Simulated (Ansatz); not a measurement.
W: energy above lowest point and pressure against volume per atom

All results are calculated (Ansatz 0.2.0 development build). Equation of state of a cubic crystal from periodic Kohn-Sham density functional theory without spin; pressure corrected for the finite basis.

Cell of the first row (space group Im-3m, No. 229):
```
CELL_PARAMETERS angstrom
-1.55970 1.55970 1.55970
1.55970 -1.55970 1.55970
1.55970 1.55970 -1.55970
ATOMIC_POSITIONS crystal
W 0.00000 0.00000 0.00000
```

Settings of every row: formula W; structure type bcc; functional PBE; spin treatment none; k mesh 16x16x16; occupation method fermi-dirac; occupation width 0.061225619 eV; wave cutoff 700 eV; datasets hard PAW; density cutoff ratio 4.

Limits: modest k-mesh, values are not fully converged in k; the SCF threshold is loose for a stress in some rows; no spin-orbit coupling, which can matter with elements this heavy.

```csv
row,volume per atom (Å³),energy above lowest point (meV/atom),pressure (GPa)
1,15.178,58.27,20.781
2,15.501,24.41,12.956
3,15.824,5.5,5.935
4,16.147,0,-0.365
5,16.47,?,?
6,16.793,23.92,-11.129
7,17.116,51.07,-15.73
```

Question: what energy above lowest point and pressure should row 5 give?

Worked fit of energy above lowest point. Take u = (V_r/V)^(2/3) − 1 with V_r = 15.985 Å³ an atom, which is twice the finite (Eulerian) strain; such expansions in the strain, on which the Birch-Murnaghan equation of state is built, carry the rest volume and the bulk modulus. The shown rows have u = 0.03514, 0.02071, 0.00677, -0.0067, -0.03234, -0.04455. Least squares give energy above lowest point = 1.165 + 406.13 × u + 34496.8 × u² + 5348 × u³ meV/atom; a parabola predicts inner rows, each left out in turn, worse (root mean square 0.1 against 0.02 meV/atom). The rows lie off it by 0.00, -0.01, 0.00, 0.01, -0.01, 0.01. Its lowest point lies at u = -0.0059, or V = 16.13 Å³ an atom, and the curvature there gives the bulk modulus at fixed shape and fractions, B = (4/9)(1 + u)² E″(u)/V = 300 GPa. The withheld row has u = -0.01973, so the fit gives 1.165 + 406.13 × (-0.01973) + 34496.8 × (-0.01973)² + 5348 × (-0.01973)³ = 6.54 meV/atom.

The calculation gave 6.54 meV/atom. The fit meets it to the printed digit.

Worked fit of pressure. Take u = (V_r/V)^(2/3) − 1 with V_r = 15.985 Å³ an atom, which is twice the finite (Eulerian) strain; such expansions in the strain, on which the Birch-Murnaghan equation of state is built, carry the rest volume and the bulk modulus. The shown rows have u = 0.03514, 0.02071, 0.00677, -0.0067, -0.03234, -0.04455. Least squares give pressure = 2.7117 + 467.539 × u + 1273.25 × u² + 1575 × u³ GPa; a parabola predicts inner rows, each left out in turn, worse (root mean square 0.03 against 0.0026 GPa). The rows lie off it by -0.001, 0.001, -0.001, -0.001, 0.001, -0.001. The pressure vanishes at u = -0.0059, or V = 16.13 Å³ an atom, and there the bulk modulus at fixed shape and fractions is B = −V dP/dV = (2/3)(1 + u) dP/du = 300 GPa. The withheld row has u = -0.01973, so the fit gives 2.7117 + 467.539 × (-0.01973) + 1273.25 × (-0.01973)² + 1575 × (-0.01973)³ = -6.029 GPa.

The calculation gave -6.028 GPa. The fit lies 0.001 GPa (0.0027 % of the column's range) below it, one unit of the last digit.
